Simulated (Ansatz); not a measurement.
# ScGa3: the change of pressure with volume per atom

Periodic Kohn-Sham DFT of a crystal at fixed atoms; pressure and stress are positive in compression; the energy is the free energy less that of spherical unpolarised free atoms; site moments are those in the method's own spheres, positive along +z. The results are calculated, by Ansatz 0.2.0.

Cell of the first row (space group Pm-3m, No. 221):
```
cell vectors (Å)
   4.0114     0.0000     0.0000
   0.0000     4.0114     0.0000
   0.0000     0.0000     4.0114
atoms (fractions of the cell vectors)
Sc  0.00000  0.00000  0.00000
Ga  0.00000  0.50000  0.50000
Ga  0.50000  0.00000  0.50000
Ga  0.50000  0.50000  0.00000
```

Settings of every row: method frozen-core PAW; functional LDA; relativity scalar; k mesh 9x9x9; filling fermi-dirac; smearing width 0.05 eV; wave cutoff 420 eV; paw set soft_2.

Atom start moment: 0 on all atoms.

Limits: PAW files made with PBE.

| row | volume per atom (Å³) | pressure (GPa) |
| --- | --- | --- |
| 1 | 16.137 | -0.739 |
| 2 | 16.824 | -4.065 |
| 3 | 17.167 | ? |
| 4 | 17.339 | -6.121 |
| 5 | 17.854 | -7.867 |

Question: what pressure should row 3 give?

Worked fit of pressure. Take u = (V_r/V)^(2/3) − 1 with V_r = 17.081 Å³ an atom, which is twice the finite (Eulerian) strain; such expansions in the strain, on which the Birch-Murnaghan equation of state is built, carry the rest volume and the bulk modulus. The shown rows have u = 0.03863, 0.01016, -0.00994, -0.02908. Least squares give pressure = −5.134 + 102.457 × u + 292.59 × u² GPa; a straight line predicts inner rows, each left out in turn, worse (root mean square 0.21 against 0.0053 GPa). The rows lie off it by 0.000, -0.002, 0.003, -0.001. The withheld row has u = -0.00334, so the fit gives −5.134 + 102.457 × (-0.00334) + 292.59 × (-0.00334)² = -5.473 GPa.

The calculation gave -5.472 GPa. The fit lies 0.001 GPa (0.014 % of the column's range) below it, one unit of the last digit.
